Naively, an effective mass belongs to the band edge alone: measure how strongly the band curves there, and the mass follows. In hexagonal GaN two curvatures should even suffice, one along the hexagonal axis and one in the plane across it. Any oblique direction would then follow from these two. The masses below come from a meta-GGA density functional without spin-orbit coupling, and one of them breaks this expectation.

The computed masses are for hexagonal GaN (P6_3mc, 4-atom cell), from Ansatz 0.2.0 with the r2SCAN functional, scalar-relativistic and without spin polarisation, using PAW, a 500 eV plane-wave cutoff and a 12×12×6 k mesh. They were taken at the zone centre by central differences with a step of 0.02 Å⁻¹ along Cartesian directions. The cell edges are 3.218 Å in the plane and 5.243 Å along the hexagonal axis.

```
row  computed mass (electron masses)           what it is  measured mass (electron masses)                                               label in the paper, method, sample                         source
  1                           0.1566  electron, along 001                              n/a                                                                              n/a                            n/a
  2                           0.1675  electron, along 111                              n/a                                                                              n/a                            n/a
  3                           0.1735  electron, along 100                              n/a                                                                              n/a                            n/a
  4                           0.1744      hole, along 100                              n/a                                                                              n/a                            n/a
  5                              n/a                  n/a                              0.2  electron, conduction band minimum, earlier experiment; not stated; bulk crystal             pmc:6823545 (2019)
  6                              n/a                  n/a                              0.2         electron effective mass, quoted measured value; not stated; bulk crystal  arXiv:cond-mat/0501724 (2005)
  7                           0.2679      hole, along 111                              n/a                                                                              n/a                            n/a
  8                              n/a                  n/a                             1.82      heavy hole at Gamma, fit to valence band dispersion; soft X-ray ARPES; film        arXiv:2103.07021 (2021)
  9                            2.061      hole, along 001                              n/a                                                                              n/a                            n/a
 10                            2.149      hole, along 111                              n/a                                                                              n/a                            n/a
 11                            2.191      hole, along 100                              n/a                                                                              n/a                            n/a
```

The computed masses are in units of the free-electron mass. Direction 001 is the hexagonal axis, 100 lies in the plane, and 111 is the diagonal of the Cartesian axes. For a parabolic band the inverse masses combine according to the angle θ between the direction and the hexagonal axis:

1/m = sin²θ / m(plane) + cos²θ / m(axis)

Along 111 the weights are 2/3 and 1/3. Hexagonal symmetry lets the rule hold for each of the two hole bands as well, provided that the steps away from the edge are small enough.

The electron obeys the rule to all digits, and the heavy hole obeys it within 0.2%, less than the 0.3% by which its masses along 100 and 010 (2.1911 and 2.1975) differ from each other. The light hole does not. The rule gives 0.251 along 111, while the computed mass is 0.2679, about 7% heavier than the rule allows. Since the other two bands pass the same test in the same direction and with the same step, the fault must lie in something peculiar to the light hole.

To see what that is, it helps to ask where a band's curvature comes from. States at the zone centre mix as soon as the wave vector k departs from zero, and mixed states repel each other in energy. If the neighbouring band is far away, the repulsion grows as k² and merely changes the curvature, so a mass is well defined. If the neighbour is close, the repulsion soon departs from a parabola, and the mass then depends on how far from the edge the band was sampled.

The light hole has such a neighbour. The same calculation finds a third valence band only 34 meV below the edge. In GaN this single state is built from p orbitals along the hexagonal axis, whereas the light hole is built from p orbitals along the in-plane part of k. The s-like conduction state links the two, with a strength proportional to the product of the in-plane and axial parts of k.

This product explains the pattern of success and failure. It vanishes along 100 and along 001, so the two masses that enter the rule don't feel this link. (Wurtzite symmetry also allows a direct coupling linear in the in-plane k; it is expected to be weak, and to leading order it is already contained in the in-plane mass.) In an oblique direction it is finite, and the lower band pushes the light hole upwards. A hole band should fall away from its edge; this one falls more slowly and so looks heavier. The heavy hole escapes because its p orbital stands at right angles to both parts of k.

The size of the effect can be estimated from the electron masses. In the simplest picture the electron is light because the valence states push the conduction band upwards, and 1/m − 1 measures that push. It is 1/0.1735 − 1 = 4.8 in the plane and 1/0.1566 − 1 = 5.4 along the axis. With ħ²/2m₀ = 3.8 eV Å², where m₀ is the free-electron mass, the link V between the two hole states along 111 is

V = 3.8 eV Å² × √(4.8 × 5.4) × (√2/3) k²

The masses were taken with a step of k = 0.02 Å⁻¹, which makes V about 3.6 meV. The upward push on the light hole is V² divided by the distance to the lower band, taken here at its zone-centre value:

(3.6 meV)² / 34 meV ≈ 0.38 meV

Without this push the band would have fallen by 3.8 × 0.0004 / 0.251 eV, or about 6.1 meV. The push cancels some 6% of the fall and raises the mass from 0.25 to about 0.27, as found.

The diagonal light-hole mass itself entered none of these steps, so the agreement is a real test, though a less sharp one than it looks. If the strength of the link is taken from the in-plane light hole instead of the electron, the estimate becomes 0.283, and the excess over the rule almost doubles. The two strengths differ because more distant bands also contribute to the masses. The model therefore explains the direction and the rough size of the error, but not its last digit; the printed output after this text gives both versions.

A second oblique direction from the same calculation, at 45° to the axis, supports the explanation. There the rule gives 0.322, the estimate with the link 0.354 and the calculation 0.351. Theory also says how the error should depend on the step. The push grows as k⁴ and the parabola as k², so halving the step should cut the relative error to about a quarter. In the limit of a vanishing step the mass along 111 should return to about 0.25.

The same reasoning exposes a deeper fault in the in-plane hole masses, one that no smaller step can cure. Here the neighbour is not merely close: the two upper hole bands meet exactly at the edge. The numbers betray this, for the two holes share one mass along 001 but differ by more than a factor of ten along 100. Hexagonal symmetry protects such a meeting point only while spin is ignored, so an interaction that ties the spin to the orbital motion can separate the bands.

Spin-orbit coupling is that interaction. In GaN it splits the edge by something of the order of 10 meV, a rough recalled size. At the step used here, the light and heavy holes are only 8 meV apart in the plane. The neglected energy is thus comparable with the separation on which the two computed masses rest.

Two limits show what follows. Far from the edge, where the bands are well separated, spin-orbit coupling changes little and a light and a heavy hole remain. Very close to the edge it forces the in-plane p orbitals into equal mixtures, and each mixture takes the average of the two inverse masses. That average corresponds to a mass of about 0.32 for both bands, neither light nor heavy in the sense of the table. Along 001 the two masses are equal already, so the averaging alone changes nothing. But spin-orbit coupling also mixes a little of the third band into one of the two, and since that band is light along the axis, the axial mass of this hole should drop below 2.061.

This matters to anyone who feeds such masses into a device model. At room temperature the thermal energy is roughly 25 meV, comparable with the spacings just discussed. Holes then spread over all three bands and over the region where their shapes change. A single in-plane hole mass is a poor input there; the bands themselves, with spin-orbit coupling included, are a better one.

For the electron the important neighbour is far away, so the parabola is sound, but the distance is wrong. The computed gap is 2.12 eV, against roughly 3.5 eV in experiment. A smaller gap means stronger repulsion between valence and conduction bands and hence a lighter electron. The computed masses are indeed 13 to 22% below the measured 0.2. The functional isn't solely to blame for the gap, since the cell used is also too large, by about 1% in each edge against recalled measured values, which narrows it further.

It is tempting to repair the electron mass by scaling the push with the inverse gap. This gives 0.235 along 001 and 0.258 along 100, now above the measured value. The simple formula has the right tendency, but it assumes that the coupling between the bands stays the same when the gap changes, which need not be true. The measured mass is quoted to one digit here, but values recalled from the literature lie close to 0.2, so the shortfall and the overshoot are probably both real. The measured value may also contain the drag of the lattice on a moving charge, the polaron effect, which makes an electron heavier and which the calculation leaves out.

The heavy hole shows where the gap argument ends. Its computed masses are 13 to 20% above the photoemission value of 1.82 (for which no direction is stated), whereas a gap that is too small makes masses lighter. In the plane its orbital points across k and has no direct link to the s-like conduction state, so more distant bands decide its curvature. Along the axis it wouldn't help either to suppose that the photoemission fit covers a wider range of k than the small step used here. There the band should fall more slowly than the parabola that fits its top, and a wide fit would then give a heavier mass, not a lighter one. Two ordinary suspects point the right way: semilocal functionals tend to give valence bands that are too narrow, and a cell that is too large flattens them further. Both would make the hole heavier, but neither was tested here. The cause therefore remains open, and part of it may lie in the measured number: 1.82 is a single value, read out of the paper by a program, and a few in a hundred such readings may be wrong.

Output of the analysis:

```
electron along 111 from the axial and in-plane masses (electron masses): 0.1675
heavy hole along 111 from the axial and in-plane masses (electron masses): 2.146
light hole along 111 from the axial and in-plane masses (electron masses): 0.251
computed light hole along 111 above that value (%): 6.741
light hole at 45 degrees from the axial and in-plane masses (electron masses): 0.3216
light hole along 111 with band coupling, strength from electron masses: 0.2682
light hole along 111 with band coupling, strength from light-hole mass: 0.2831
light hole at 45 degrees with band coupling, strength from electron masses: 0.3543
valence splitting at the zone centre (meV): 34
in-plane light-heavy separation at the step (meV): 8.043
in-plane hole mass from averaged inverse masses (electron masses): 0.3231
electron mass below measured, along 001 (%): 21.7
electron mass below measured, along 100 (%): 13.25
electron mass along 001 after scaling to the recalled gap: 0.235
electron mass along 100 after scaling to the recalled gap: 0.2577
heavy hole above photoemission, along 001 (%): 13.24
heavy hole above photoemission, along 100 (%): 20.38
```
